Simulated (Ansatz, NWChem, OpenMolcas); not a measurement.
## Strength of the Ge–Se bond: GeH2(CH3)(SeH) → GeH2(CH3) + HSe

Species: GeH2(CH3)(SeH), singlet; GeH2(CH3), doublet; HSe, doublet. 

Shapes, held fixed at every level: PBE0-D4/def2-TZVP. Flexible molecules stand in one conformer, not always the lowest. Programs: Ansatz 0.2.0, NWChem 7.3.0, OpenMolcas 26.06. A level may come from different programs for different species; with the same settings they agree closely. The zero-point and thermal change to 298 K, harmonic and unscaled (PBE0-D4/def2-TZVP), is -9.1 kJ/mol.

(1) Estimate ΔH(298 K) of this reaction.

Results:

(1) The highest level, CCSD(T)/def2-TZVPP, gives ΔH(298 K) = +309.0 kJ/mol; the levels span +206.8 to +309.0. The column of differences is taken from that level and isn't an error. Hartree–Fock misses the correlation of the pair that is broken and comes out low. No measured value is set beside it here. Open shells run unrestricted unless RO is named. Relativity is left out for Ge, Se unless named. Correlated rows may include outer-core shells of Ge, Se, which these sets cover unevenly.

```json
{"level": "HF/def2-TZVPP", "kind": "Hartree–Fock", "ΔH(298 K) (kJ/mol)": "+206.8", "less CCSD(T)/def2-TZVPP": "-102.2"}
{"level": "r2SCAN-D4/def2-TZVPP", "kind": "meta-GGA", "ΔH(298 K) (kJ/mol)": "+303.8", "less CCSD(T)/def2-TZVPP": "-5.2"}
{"level": "B3LYP/6-31G* (Cartesian functions)", "kind": "global hybrid", "ΔH(298 K) (kJ/mol)": "+284.3", "less CCSD(T)/def2-TZVPP": "-24.7"}
{"level": "PBE0/def2-SVP", "kind": "global hybrid", "ΔH(298 K) (kJ/mol)": "+302.7", "less CCSD(T)/def2-TZVPP": "-6.3"}
{"level": "B3LYP-D4/def2-TZVPP", "kind": "global hybrid", "ΔH(298 K) (kJ/mol)": "+298.1", "less CCSD(T)/def2-TZVPP": "-10.9"}
{"level": "MP2/def2-SVP", "kind": "perturbation theory", "ΔH(298 K) (kJ/mol)": "+297.6", "less CCSD(T)/def2-TZVPP": "-11.4"}
{"level": "CCSD(T)/def2-TZVPP", "kind": "coupled cluster or CI", "ΔH(298 K) (kJ/mol)": "+309.0", "less CCSD(T)/def2-TZVPP": "0.0"}
```

Breaking the Ge–Se bond costs +309.0 kJ/mol at the coupled-cluster level, which marks a strong single bond. It is a σ bond between germanium and the more electronegative selenium, so polarity probably adds to the covalent overlap of the valence p orbitals. Neither fragment gains much from delocalisation: the germyl radical stays pyramidal, and the unpaired electron of HSe sits in an essentially nonbonding selenium p orbital.

Every level that treats correlation recovers most of what Hartree–Fock lacks. That deficit includes not only the correlation within the bond pair but also its correlation with the nearby selenium lone pairs. The closeness of MP2 to coupled cluster doesn't show that perturbation theory is sufficient, because the basis set changes as well. The two B3LYP rows likewise differ in both basis and dispersion, so their gap can't be assigned to either alone.

Spin–orbit coupling in the orbitally degenerate ground state of HSe would stabilise the products and lower the enthalpy, whereas a larger basis would probably raise it.
